# Elimination of closed channels and the periodic Fano profile of an autoionising series

## Result

Let an electron move in the field of a singly charged ion with thresholds $I_i$. At total energy $E$ a channel is open ($o$) if $E>I_i$ and closed ($c$) if $E<I_i$. A closed channel has the effective quantum number $\nu_i$ defined by $E=I_i-\mathrm{Ry}/\nu_i^2$. Let $K$ be the short-range reaction matrix over all channels and $D$ the column of short-range dipole amplitudes, both smooth in $E$.

**A. Elimination.** The physical reaction matrix and dipole amplitudes are

$$K^{\rm phys}=K_{oo}-K_{oc}\,(K_{cc}+\tan\pi\nu)^{-1}K_{co},\tag{1}$$

$$D^{\rm phys}=D_o-K_{oc}\,(K_{cc}+\tan\pi\nu)^{-1}D_c,\tag{2}$$

where $\tan\pi\nu$ is the diagonal matrix of the $\tan\pi\nu_i$.

**B. Profile.** For one open and one closed channel the Coulomb functions can be shifted in phase by $\pi\mu_o$ and $\pi\mu$ so that the reaction matrix has zero diagonal and off-diagonal element $R$, with $R^2\le1$. With the dipole amplitudes $D'$ of that basis,

$$\sigma=\sigma_0\,\frac{(q+\epsilon)^2}{1+\epsilon^2},\qquad \epsilon=\frac{\tan\pi(\nu+\mu)}{R^2},\qquad q=-\frac{D'_c}{R\,D'_o}.\tag{3}$$

The index $q$ is the same for all members, and $\sigma$ has period 1 in $\nu$. With several open channels and one closed channel, (3) holds with a constant background $\sigma_b$ added.

**C. Widths.** The members lie at $\nu_n=n-\mu$. The interval between $\epsilon=-1$ and $\epsilon=+1$ is

$$\Gamma_n=\frac{4\,\mathrm{Ry}}{\pi\nu_n^3}\arctan R^2\;\approx\;\frac{4\,\mathrm{Ry}\,R^2}{\pi\nu_n^3}\quad(R^2\ll1).\tag{4}$$

The decay width from the pole of the scattering matrix has $\operatorname{artanh}R^2$ in place of $\arctan R^2$.

**D. Average.** The mean over one period, $\sigma_0(1+q^2R^2)/(1+R^2)$, equals the cross section just above the series limit.

## Premises and conventions

Radial equations are in atomic units (hartree, bohr). Energies and widths are in cm$^{-1}$, with $\mathrm{Ry}=109737$ cm$^{-1}$, half a hartree.

1. Beyond a radius $r_0$ the outer electron sees only $-1/r$ and the centrifugal term. Exchange and channel coupling are confined to $r<r_0$.
2. A channel function $\Phi_i$ holds the ionic state and the spin and angles of the outer electron, coupled to fixed $J$ and parity. The $\Phi_i$ are orthonormal. Time-reversal symmetry allows real radial functions.
3. The solutions inside $r_0$ vary with $E$ on the scale of the kinetic energy in the core, which is far larger than the Rydberg spacing.
4. The initial state of the optical transition lies within $r_0$, the light is weak, and radiative decay of the final state is neglected.

Each channel has a regular and an irregular Coulomb function $f_i,g_i$ with Wronskian $fg'-f'g=2/\pi$. In an open channel of wave number $k$ they are normalised per hartree,

$$f\to\sqrt{2/\pi k}\,\sin\theta,\qquad g\to-\sqrt{2/\pi k}\,\cos\theta,\tag{5}$$

with $\theta$ the full Coulomb phase. Then $f-g\tan\delta\propto\sin(\theta+\delta)$, so a single-channel $K$ is the tangent of the phase shift.

## Step 1. Coulomb functions below threshold

For $l=0$ the radial equation is $u''+(2/r-1/\nu^2)u=0$. With $z=2r/\nu$ and the confluent hypergeometric functions $M$ and $U$, define

$$f=2r\,e^{-r/\nu}M(1-\nu,2,z),\qquad g=\frac{2r}{\pi}e^{-r/\nu}\big[\Gamma(-\nu)\,U(1-\nu,2,z)-\pi\cot\pi\nu\;M(1-\nu,2,z)\big].\tag{6}$$

Both solve the equation. That $g$ is smooth in energy follows from the logarithmic series of $U$, with $\psi$ the digamma function and $(a)_k$ the rising factorial:

$$\Gamma(-\nu)U=-\frac{1}{\nu z}+\sum_{k=0}^\infty\frac{(1-\nu)_k\,z^k}{(2)_k\,k!}\big[\ln z+\psi(1-\nu+k)-\psi(1+k)-\psi(2+k)\big].\tag{7}$$

Recurrence and reflection give $\psi(1-\nu+k)=\pi\cot\pi\nu+\psi(\nu)+\sum_{j=1}^k(j-\nu)^{-1}$. The cotangent term sums to $\pi\cot\pi\nu\,M$, which (6) subtracts. Each pole $(j-\nu)^{-1}$ is cancelled by a factor of $(1-\nu)_k=\prod_{j=1}^k(j-\nu)$. The combination $\ln z+\psi(\nu)=\ln 2r+\psi(\nu)-\ln\nu$ has no oscillation in $\nu$. Nothing periodic in $\nu$ is left in $g$ at fixed $r$. As $r\to0$, $f\to2r$ and $g\to-1/\pi$, so the Wronskian is $2/\pi$. As $\nu\to\infty$, $f\to\sqrt{2r}\,J_1(\sqrt{8r})$ and $g\to\sqrt{2r}\,Y_1(\sqrt{8r})$, which are also the threshold limits of the pair (5). The pair is thus continuous through the threshold.

From (6) and $\Gamma(-\nu)\sin\pi\nu=-\pi/\Gamma(1+\nu)$,

$$W\equiv f\cos\pi\nu+g\sin\pi\nu=-\frac{2r\,e^{-r/\nu}\,U(1-\nu,2,z)}{\Gamma(1+\nu)}.\tag{8}$$

Since $U\sim z^{\nu-1}$ at large $z$, $W$ decays as $r^\nu e^{-r/\nu}$. The rotated partner $V=f\sin\pi\nu-g\cos\pi\nu$ is independent of $W$ and must therefore grow. Inverting, $f=W\cos\pi\nu+V\sin\pi\nu$ and $g=W\sin\pi\nu-V\cos\pi\nu$. Hence

$$af-bg\ \text{ is bounded if and only if }\ a\sin\pi\nu+b\cos\pi\nu=0.\tag{9}$$

For $l>0$ the same construction with $M(l+1-\nu,2l+2,z)$ gives $\cot\pi(\nu-l)$ and a normalising factor that is smooth for $\nu>l$. As $l$ is an integer, $\tan\pi(\nu-l)=\tan\pi\nu$ and (9) stands. For one closed channel $a=1$ and $b=K=\tan\pi\mu$, so (9) reads $\sin\pi(\nu+\mu)=0$, the Rydberg formula $\nu=n-\mu$.

## Step 2. The short-range matrices

For $N$ channels there are $N$ independent solutions regular inside the core. No condition at infinity is imposed yet. For $r>r_0$ they can be combined to read

$$\Psi_j=\mathcal A\sum_i\frac{\Phi_i}{r}\,\big[f_i\delta_{ij}-g_iK_{ij}\big],\tag{10}$$

with $\mathcal A$ the antisymmetriser. $K$ is real by premise 2. Green's theorem over the core volume, for two solutions of one Hermitian Hamiltonian at one energy, makes the sum over $i$ of the Wronskians of their radial functions vanish at $r_0$. For (10) that sum is $(2/\pi)(K_{kj}-K_{jk})$, so $K$ is symmetric. $K$ follows from matching at $r_0$, where the inner solutions (premise 3) and $f,g$ (step 1) are smooth in $E$. So $K$ is smooth, apart from isolated poles of the tangent type that the unitary matrix of step 4 avoids. By premise 4 the amplitudes $D_j=\langle\Psi_j|\hat{\mathbf e}\cdot\mathbf d|\psi_0\rangle$ sample only $r<r_0$ and are smooth too. They are real for linear polarisation $\hat{\mathbf e}$ with a suitable phase of the initial state $\psi_0$.

## Step 3. Elimination

A physical state is $\sum_j\Psi_jZ_j$. Its radial function in channel $i$ is $f_iZ_i-g_i(KZ)_i$. For each of the $N_o$ open channels seek one state, with $Z_o=1$ the unit matrix and $Z_c$ an unknown $N_c\times N_o$ matrix. Condition (9) in every closed channel gives

$$\sin\pi\nu\;Z_c+\cos\pi\nu\,(K_{co}+K_{cc}Z_c)=0.$$

Multiplying from the left by $(\cos\pi\nu)^{-1}$,

$$Z_c=-(K_{cc}+\tan\pi\nu)^{-1}K_{co}.\tag{11}$$

The open part of the state is $f_o-g_o(K_{oo}+K_{oc}Z_c)$, and the bracket with (11) is (1). The dipole amplitude is linear in the state, $D^{\rm phys}=D_o+Z_c^{T}D_c$, and the symmetry of $K$ turns this into (2). The conditions (9) are linear and independent, so closed channels may be eliminated one group after another with the same outcome.

Normalisation to $\delta(E-E')$ is fixed by the asymptotic amplitudes in the open channels alone, since the closed parts are square integrable and add nothing singular. By (5) the sine and cosine parts contribute the overlap matrix $1+(K^{\rm phys})^2$. The cross section summed over open channels, for photon energy $\omega$ in hartree, fine-structure constant $\alpha$ and $\sigma$ in bohr$^2$, is therefore

$$\sigma=4\pi^2\alpha\,\omega\;D^{{\rm phys}\,T}\big[1+(K^{\rm phys})^2\big]^{-1}D^{\rm phys}.\tag{12}$$

## Step 4. The phase-shifted basis

Define $f^\pm=-g\pm if$, which behave as $e^{\pm i\theta}$ in open channels. In matrix form (10) becomes

$$f-gK=\frac{1}{2i}\big[f^+(1+iK)-f^-(1-iK)\big]=\frac{1}{2i}\big[f^+\chi-f^-\big](1-iK),$$

with $\chi=(1+iK)(1-iK)^{-1}$. For real symmetric $K$ this matrix is unitary and symmetric. Now shift each channel by a constant phase,

$$f'=f\cos\pi\mu_i-g\sin\pi\mu_i,\qquad g'=f\sin\pi\mu_i+g\cos\pi\mu_i .\tag{13}$$

Substitution gives $f'^\pm=f^\pm e^{\pm i\pi\mu_i}$. In an open channel $\theta$ becomes $\theta+\pi\mu_i$. In a closed channel the coefficient of $V$ is $\sin\pi(\nu+\mu_i)$ in $f'$ and $-\cos\pi(\nu+\mu_i)$ in $g'$, by the addition theorems, so $\nu$ becomes $\nu+\mu_i$ in (9), (11), (1) and (2). With $P=\mathrm{diag}(e^{-i\pi\mu_i})$,

$$(f^+\chi-f^-)P=f'^+P\chi P-f'^-,\qquad \chi'=P\chi P .$$

For two channels unitarity gives $|\chi_{oo}|=|\chi_{cc}|\equiv\rho\le1$. Choose $2\pi\mu_o=\arg\chi_{oo}$ and $2\pi\mu=\arg\chi_{cc}$. Both diagonal elements of $\chi'$ then equal $\rho$. Orthogonality of the columns requires $\rho(b+b^*)=0$ for the off-diagonal element $b$, so $b$ is imaginary, and $|b|^2=1-\rho^2$. (If $\rho=0$ the free phases are used to make $b=i$.) On the other hand, a reaction matrix $\mathcal R=R\sigma_x$, with $\sigma_x$ the $2\times2$ exchange matrix and $\sigma_x^2=1$, has

$$(1+i\mathcal R)(1-i\mathcal R)^{-1}=\frac{(1+iR\sigma_x)^2}{1+R^2}=\frac{1-R^2+2iR\,\sigma_x}{1+R^2}.$$

The two forms coincide for

$$\rho=\frac{1-R^2}{1+R^2},\qquad R^2=\frac{1-\rho}{1+\rho}\le1,\tag{14}$$

the sign of $R$ being that of $b/i$. The phase-shifted form thus always exists. Its standing waves $\Psi'_o,\Psi'_c$ are smooth real combinations of the $\Psi_j$, and their dipole amplitudes $D'_o,D'_c$ are smooth. Adding $1/2$ to both shifts reverses the sign of $\chi'$ and sends $R$ to $-1/R$, so $R^2\le1$ only fixes a branch.

**Several open channels.** Let a unitary matrix $u$ act on the open channels through $f^+=f'^+u$ and $f^-=f'^-u^*$. The pair $f'^\pm$ stays complex conjugate and flux normalisation is kept. The new matrix is $\tilde u\chi\tilde u^{T}$, with $\tilde u=\mathrm{diag}(u,1)$, again unitary and symmetric. Choose $u$ to turn the column $\chi_{oc}$ onto the first open direction, so that $\chi'_{jc}=0$ for open $j\ne1$. Orthogonality of columns $c$ and $j$ reads $\chi'^*_{1c}\chi'_{1j}+\chi'^*_{cc}\chi'_{cj}=0$, and since $\chi'_{cj}=0$ it forces $\chi'_{1j}=0$. The matrix splits into a $2\times2$ block and a block that never meets the closed channel. The first is the two-channel problem with $\rho=|\chi_{cc}|$ and $2\pi\mu=\arg\chi_{cc}$. The second adds a smooth $\sigma_b$ to the total cross section.

## Step 5. The profile

Put $t=\tan\pi(\nu+\mu)$. In the shifted basis (11), (1) and (2) are scalars:

$$Z_c=-\frac{R}{t},\qquad \tan\delta=-\frac{R^2}{t}=-\frac1\epsilon,\qquad D^{\rm phys}=D'_o-\frac{R}{t}D'_c=D'_o\Big(1+\frac{q}{\epsilon}\Big).$$

The last form uses $R/t=1/(R\epsilon)$ and the definition of $q$ in (3). The total phase of the open channel is $\pi\mu_o+\delta$, with $\delta$ the resonant part. The normalising factor in (12) is $\cos^2\delta=\epsilon^2/(1+\epsilon^2)$. Hence

$$\sigma=4\pi^2\alpha\omega\,D_o'^2\,\frac{\epsilon^2}{1+\epsilon^2}\Big(1+\frac q\epsilon\Big)^2,$$

which is (3) with $\sigma_0=4\pi^2\alpha\omega D_o'^2$. Since $D'_o$, $D'_c$, $R$ and $\mu$ are constant over the range considered, all rapid variation enters through $t$.

The profile has these properties.

- It vanishes at $\epsilon=-q$, once per period, where the two paths to the continuum cancel.
- The derivative of $(q+\epsilon)^2/(1+\epsilon^2)$ is $2(q+\epsilon)(1-q\epsilon)/(1+\epsilon^2)^2$, so the maximum lies at $\epsilon=1/q$ and equals $\sigma_0(1+q^2)$.
- It equals $\sigma_0$ at half-integer $\nu+\mu$, midway between members, where $\epsilon$ passes through infinity and the positive wing of one member joins the negative wing of the next.
- Near a member, $t\approx\pi(\nu-\nu_n)$ and $E-E_n\approx2\,\mathrm{Ry}\,(\nu-\nu_n)/\nu_n^3$, so $\epsilon\approx2(E-E_n)/\Gamma_n$ with the small-$R$ width of (4). This is the isolated profile of Fano (1961). The tangent replaces its linear energy variable.

The closed-channel part of the normalised state is $\cos\delta\,[f'Z_c-g'R]=-A\,W$ up to a constant sign, with $A=R\cos\delta/\sin\pi(\nu+\mu)$. Its weight is

$$A^2=\frac{R^2(1+t^2)}{R^4+t^2}=\frac{d\delta}{d(\pi\nu)},\tag{15}$$

as differentiation of $\tan\delta=-R^2/t$ confirms. It runs between $1/R^2$ on resonance and $R^2$ midway, and $\delta$ rises by $\pi$ per period.

## Step 6. Widths

The points $\epsilon=\pm1$ are where $\delta$ differs by $\pm\pi/4$ from its resonance value. They are also the half maxima of $\sigma$ when $D'_o\to0$, since then $\sigma\propto1/(1+\epsilon^2)$. They lie at $\nu=\nu_n\pm w$ with $w=\pi^{-1}\arctan R^2$. Their distance in energy is

$$\mathrm{Ry}\Big[\frac1{(\nu_n-w)^2}-\frac1{(\nu_n+w)^2}\Big]=\frac{4\,\mathrm{Ry}\,\nu_nw}{(\nu_n^2-w^2)^2}=\frac{4\,\mathrm{Ry}\,w}{\nu_n^3}\Big(1+\frac{2w^2}{\nu_n^2}+\dots\Big),$$

which is the first form of (4). The expansion $\arctan R^2=R^2(1-R^4/3+\dots)$ gives the second. In hartree, $\Gamma_n\nu_n^3=2R^2/\pi$.

The resonant scattering factor is $e^{2i\delta}=(1+i\tan\delta)/(1-i\tan\delta)=(\epsilon-i)/(\epsilon+i)$. Its poles satisfy $t=-iR^2$, that is $\nu=n-\mu-(i/\pi)\operatorname{artanh}R^2$. Writing the pole energy as $E_n-i\Gamma_n^{\rm pole}/2$ and linearising $E(\nu)$,

$$\Gamma_n^{\rm pole}=\frac{4\,\mathrm{Ry}}{\pi\nu_n^3}\operatorname{artanh}R^2 .\tag{16}$$

The small-$R$ value lies between the two exact widths, each a fraction $R^4/3$ away. The Kepler period is $T=h\nu_n^3/(2\,\mathrm{Ry})$ when Ry is taken as an energy. Then $\Gamma_n^{\rm pole}T/\hbar=4\operatorname{artanh}R^2$, and $e^{-4\operatorname{artanh}R^2}=\rho^2$ by (14). The electron survives each return to the core with probability $|\chi_{cc}|^2$, whatever $n$. This is the origin of the $\nu^{-3}$ law and of the constant ratio of width to spacing.

## Step 7. The average over a period

Let $a=R^2$. Then $\sigma/\sigma_0=(qa+t)^2/(a^2+t^2)$, and $d\nu=dt/[\pi(1+t^2)]$ with $t$ covering the real line once per period. The term odd in $t$ drops. Partial fractions give $\int_{-\infty}^\infty dt/[(1+t^2)(a^2+t^2)]=\pi/[a(1+a)]$. The mean of $1/(a^2+t^2)$ is thus $1/[a(1+a)]$, and that of $t^2/(a^2+t^2)$ is $1-a/(1+a)=1/(1+a)$. Hence

$$\langle\sigma\rangle=\sigma_0\,\frac{1+q^2R^2}{1+R^2}=4\pi^2\alpha\omega\,\frac{D_o'^2+D_c'^2}{1+R^2}.\tag{17}$$

Above the limit both channels are open. Equation (12) then holds with $\mathcal R$ itself, and $1+\mathcal R^2=(1+R^2)\,1$ gives the same expression. This is the threshold continuity associated with Gailitis. Note that $\sigma_0$ is the value midway between members and differs from the mean.

## Range of validity

1. **Constant parameters.** $\mu$, $R$, $q$ and $\omega D_o'^2$ must change little over the members compared. One spacing is $\nu^{-3}$ hartree, so this improves quickly with $\nu$ and fails first for the lowest members.
2. **One closed channel.** A second series with the same limit, $J$ and parity puts a second resonance in each period. Equations (1), (2) and (12) still hold and $\sigma$ stays periodic, but (3) does not apply. A series with a higher limit can be eliminated first. It then makes $\mu$, $R$ and $q$ depend on its own, slower, effective quantum number, and strict periodicity is lost.
3. **Compact initial state.** In isolated-core excitation the initial state is itself a Rydberg state far larger than $r_0$. The dipole amplitude is then the ionic transition moment times $A$ times the overlap of the two Rydberg orbitals, and that overlap varies within one period. Equations (15) and (16) survive, but a constant $q$ does not.
4. **Coulomb tail.** Core polarisation and multipole couplings extend beyond any sharp $r_0$. For penetrating $s$ electrons they are absorbed in $K$. For high $l$ they dominate $K$ and make it more energy dependent.
5. **Small $R$.** The second form of (4) needs $R^4/3\ll1$. Equation (3) needs no such condition.
6. **Other widths.** Fluorescence of the excited core, stray fields and the instrument function must be small against $\Gamma_n$. All three gain in importance as $\nu$ grows.

## Illustration: a model of the Ba $6p_{1/2}ns$ series

Below the Ba$^+$ $6p_{1/2}$ limit the ionic levels $6s_{1/2}$, $5d_{3/2}$ and $5d_{5/2}$ are open. For odd parity and $J=0$ the open channels are $6s\,\varepsilon p_{1/2}$, $5d_{3/2}\varepsilon p_{3/2}$ and $5d_{5/2}\varepsilon f_{5/2}$, and the closed ones are $6p_{1/2}ns_{1/2}$ and $6p_{3/2}nd_{3/2}$. A single series converges to the $6p_{1/2}$ limit, and step 4 reduces the three continua to one effective continuum plus $\sigma_b$. For $J=1$ there are eight open channels, and $6p_{1/2}nd_{3/2}$ shares the limit.

Inputs, each typical or assumed as marked:

- limit $I\approx62296$ cm$^{-1}$ above the atomic ground state (typical);
- $6p_{3/2}$ limit higher by $\Delta\approx1691$ cm$^{-1}$ (typical);
- $\mu=4.30$ for $ns$ and $\mu_d=2.75$ for $nd$ (typical, approximate);
- $R=0.30$ (assumed), so $R^2=0.09$ and $\Gamma_n\nu_n^3=0.057$ hartree $=1.26\times10^4$ cm$^{-1}$; it was chosen so that the scaled width has the size typical of this series, several hundredths of a hartree;
- $q=3$ (assumed, for illustration only; it depends on the initial state);
- radiative lifetime of Ba$^+$ $6p_{1/2}$ about 8 ns (typical).

All numbers below are the model's. For $n=18$, $\nu_n=13.70$. The binding energy is 584.7 cm$^{-1}$, so $E_n=61711$ cm$^{-1}$. The local spacing $2\,\mathrm{Ry}/\nu_n^3$ is 85.4 cm$^{-1}$, or $3.9\times10^{-4}$ hartree.

The small-$R$ width is 4.89 cm$^{-1}$. The interval between $\epsilon=\pm1$ is 4.88 cm$^{-1}$, with $w=0.0286$, and the pole width is 4.90 cm$^{-1}$. The fraction $R^4/3$ is 0.27 per cent and the curvature term $2w^2/\nu_n^2$ is $8.7\times10^{-6}$. The lifetime $\hbar/\Gamma_n^{\rm pole}$ is 1.08 ps and the Kepler period 0.39 ps. The survival probability per orbit is $\rho^2=0.697$.

The table gives the resonant part over one period. The last column is the isolated profile, with $\epsilon$ replaced by $\pi(\nu-\nu_n)/R^2$.

| $\nu-\nu_n$ | $E-E_n$ (cm$^{-1}$) | $\epsilon$ | $\sigma/\sigma_0$, eq. (3) | isolated |
|---|---|---|---|---|
| $-0.5$ | $-45.1$ | $-\infty$ | 1 | 0.68 |
| $-0.25$ | $-21.9$ | $-11.1$ | 0.53 | 0.43 |
| $-0.0839$ | $-7.23$ | $-3$ | 0 | 0.0005 |
| 0 | 0 | 0 | 9 | 9 |
| 0.0095 | 0.81 | 0.333 | 10 | 10.0 |
| 0.25 | 20.8 | 11.1 | 1.60 | 1.78 |
| 0.5 | 40.4 | $+\infty$ | 1 | 1.37 |

The two forms agree within a few widths of the centre. Midway the isolated form gives 0.68 from one side and 1.37 from the other, while (3) joins at 1. The mean over the period is $1.66\,\sigma_0$ by (17).

The neglected terms have these sizes. Core fluorescence contributes $6.6\times10^{-4}$ cm$^{-1}$, a fraction $1.4\times10^{-4}$ of $\Gamma_{18}$, and equals the autoionisation width near $\nu\approx2.7\times10^2$. The $6p_{3/2}nd$ channel matters more. Its effective quantum number $\nu_p$ obeys $\mathrm{Ry}/\nu_p^2=\mathrm{Ry}/\nu^2+\Delta$. It is 6.94 at $n=18$, reaches 8.06 at the limit, and advances by $(\nu_p/\nu)^3=0.13$ per period. Eliminating it by (1) adds $-R_p^2\cot\pi(\nu_p+\mu_d)$ to the diagonal element of the $ns$ channel, where $R_p$ is the coupling of the two closed channels. Here $\tan\pi(\nu_p+\mu_d)=-1.43$. For an assumed $R_p=R$ the quantum defect shifts by $-R_p^2\cot\pi(\nu_p+\mu_d)/\pi=0.020$. It drifts by $R_p^2(\nu_p/\nu)^3/\sin^2\pi(\nu_p+\mu_d)=0.017$ per period, or 1.5 cm$^{-1}$. The shift is absorbed in $\mu$. The drift is comparable with $w$, so neighbouring members depart from exact periodicity by a visible part of a width, and by much more near a perturber at integer $\nu_p+\mu_d$. The third figure of the widths above thus compares formulas and has no meaning for the atom, for which the model says about 5 cm$^{-1}$. For $J=1$ the $6p_{1/2}nd_{3/2}$ members fall at $\nu-\nu_n=-0.45$ and $+0.55$. They fill the region of the first and last rows of the table, and only the central rows keep the form (3).